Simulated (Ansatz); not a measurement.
# InF: the change of pressure and energy less free atoms with volume scale

All results are calculated (Ansatz 0.2.0). Periodic Kohn-Sham DFT of a crystal at fixed atoms, scaled to volume_scale times the given cell; pressure positive in compression, energy less spherical unpolarised free atoms, largest_vzz the field gradient of largest size among the nuclei.

The cell before it is scaled or strained (space group F-43m, No. 216):
```
InF
1.0
      0.0000     3.0045     3.0045
      3.0045     0.0000     3.0045
      3.0045     3.0045     0.0000
In F
1 1
Direct
  0.00000 0.00000 0.00000
  0.25000 0.25000 0.25000
```

Settings of every row: method all-electron LAPW; functional PBE; relativity scalar; k mesh 13x13x13; filling fermi-dirac; smearing width 0.05 eV; basis error target 0.5 meV/atom; nucleus gaussian.

Atom start moment: 0 on all atoms.

Limits: the cell comes from a prototype or a list of computed structures and needn't be the stable phase.

| row | volume scale | V (Å³/atom) | pressure (GPa) | energy less free atoms (eV/atom) |
| --- | --- | --- | --- | --- |
| 1 | 0.9405 | 25.508 | 1.562 | -3.7018 |
| 2 | 0.97 | 26.308 | 0.727 | -3.7075 |
| 3 | 1 | 27.121 | 0.005 | -3.7093 |
| 4 | 1.03 | 27.935 | ? | ? |
| 5 | 1.06 | 28.749 | -1.131 | -3.7033 |

Question: what pressure and energy less free atoms should row 4 give?

Worked fit of pressure. Take u = (V_r/V)^(2/3) − 1 with V_r = 26.715 Å³ an atom, which is twice the finite (Eulerian) strain; such expansions in the strain, on which the Birch-Murnaghan equation of state is built, carry the rest volume and the bulk modulus. The shown rows have u = 0.0313, 0.01029, -0.01001, -0.04774. Least squares give pressure = 0.3512 + 35.649 × u + 96.48 × u² GPa; a straight line predicts inner rows, each left out in turn, worse (root mean square 0.094 against 0.0025 GPa). The rows lie off it by 0.000, -0.001, 0.001, 0.000. The pressure vanishes at u = -0.0101, or V = 27.13 Å³ an atom, and there the bulk modulus at fixed shape and fractions is B = −V dP/dV = (2/3)(1 + u) dP/du = 22.2 GPa. The withheld row has u = -0.02933, so the fit gives 0.3512 + 35.649 × (-0.02933) + 96.48 × (-0.02933)² = -0.611 GPa.

The calculation gave -0.609 GPa. The fit lies 0.002 GPa (0.074 % of the column's range) below it; its largest miss of a shown row is 0.001 GPa.

Worked fit of energy less free atoms. Take u = (V_r/V)^(2/3) − 1 with V_r = 26.715 Å³ an atom, which is twice the finite (Eulerian) strain; such expansions in the strain, on which the Birch-Murnaghan equation of state is built, carry the rest volume and the bulk modulus. The shown rows have u = 0.0313, 0.01029, -0.01001, -0.04774. Least squares give energy less free atoms = −3.70885 + 0.0898 × u + 4.321 × u² eV/atom; a straight line predicts inner rows, each left out in turn, worse (root mean square 0.0042 against 5.5e-05 eV/atom). All shown rows lie on it to the printed digit. Its lowest point lies at u = -0.0104, or V = 27.14 Å³ an atom, and the curvature there gives the bulk modulus at fixed shape and fractions, B = (4/9)(1 + u)² E″(u)/V = 22.2 GPa. The withheld row has u = -0.02933, so the fit gives −3.70885 + 0.0898 × (-0.02933) + 4.321 × (-0.02933)² = -3.7078 eV/atom.

The calculation gave -3.7077 eV/atom. The fit lies 0.0001 eV/atom (1.3 % of the column's range) below it, one unit of the last digit.
